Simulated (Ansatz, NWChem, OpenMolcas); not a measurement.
## Errors in the dipole moment

6 molecules holding an element from Na to Cl; the dipole moment in D, computed less measured. Shapes, held fixed at every level: PBE0-D4/def2-TZVP; CS, SiS at the measured bond length. No vibrational averaging. Dipoles are compared by magnitude; molecules under 1 D, whose direction can flip, are left out. Programs: Ansatz 0.2.0, NWChem 7.3.0, OpenMolcas 26.06. A level may come from different programs for different species; with the same settings they agree closely. Measured values: NIST CCCBDB.

Levels: A = HF/def2-SVP; B = SVWN5/STO-3G; C = B3LYP/6-31G* (spherical functions); D = PBE0/def2-SVP.

```json
{"molecule": "CS (carbon monosulfide)", "measured": "1.98", "A": "-0.49", "B": "-0.35", "C": "-0.41", "D": "-0.18"}
{"molecule": "SiS (SMILES [Si-]#[S+])", "measured": "1.73", "A": "+0.36", "B": "-0.86", "C": "+0.01", "D": "-0.21"}
{"molecule": "SO2 (sulfur dioxide)", "measured": "1.63", "A": "+0.66", "B": "-0.41", "C": "+0.08", "D": "+0.12"}
{"molecule": "PF3 (phosphorus trifluoride)", "measured": "1.03", "A": "+0.52", "B": "-0.62", "C": "-0.06", "D": "+0.07"}
{"molecule": "CH3Cl (chloromethane)", "measured": "1.87", "A": "+0.22", "B": "+0.21", "C": "+0.14", "D": "+0.01"}
{"molecule": "SiH3Cl (chlorosilane)", "measured": "1.31", "A": "+0.26", "B": "+1.23", "C": "+0.37", "D": "+0.06"}
```

**Question.** Sum up the errors.

**Answer.** 
```
                             level           kind  mean error  mean absolute error  worst case
                       HF/def2-SVP   Hartree–Fock      +0.255                0.418         SO2
                      SVWN5/STO-3G            LDA      -0.133                0.613      SiH3Cl
B3LYP/6-31G* (spherical functions)  global hybrid      +0.022                0.178          CS
                     PBE0/def2-SVP  global hybrid      -0.022                0.108         SiS
```

On this set PBE0/def2-SVP has the smallest mean absolute error and SVWN5/STO-3G the largest. HF/def2-SVP is too high in 5 of 6; SVWN5/STO-3G is too low in 4 of 6; B3LYP/6-31G* (spherical functions) is too high in 4 of 6; PBE0/def2-SVP is too high in 4 of 6. The levels differ in basis as well as in method. The set is small.

Hartree–Fock and PBE0 share the def2-SVP basis, so the change between them reflects the treatment of exchange and correlation. PBE0 lowers the dipole in every molecule except CS, where it raises it. Both shifts fit one cause: without correlation, Hartree–Fock overweights ionic configurations and makes bonds too polar. In most of these molecules that enlarges the dipole. In CS the carbon lone pair puts the negative end on carbon, so excess charge drawn towards sulfur opposes the net moment and makes it too small.

The SVWN5 errors probably owe much to STO-3G, which has no polarisation functions and little freedom to adapt to charge transfer. The error of +1.23 D for SiH3Cl, against +0.21 D for CH3Cl, suggests that the silicon–chlorine bond is described especially poorly. These figures are therefore no verdict on the local density approximation. The near-zero mean errors of both hybrids come from cancellation between molecules, not from uniform accuracy.
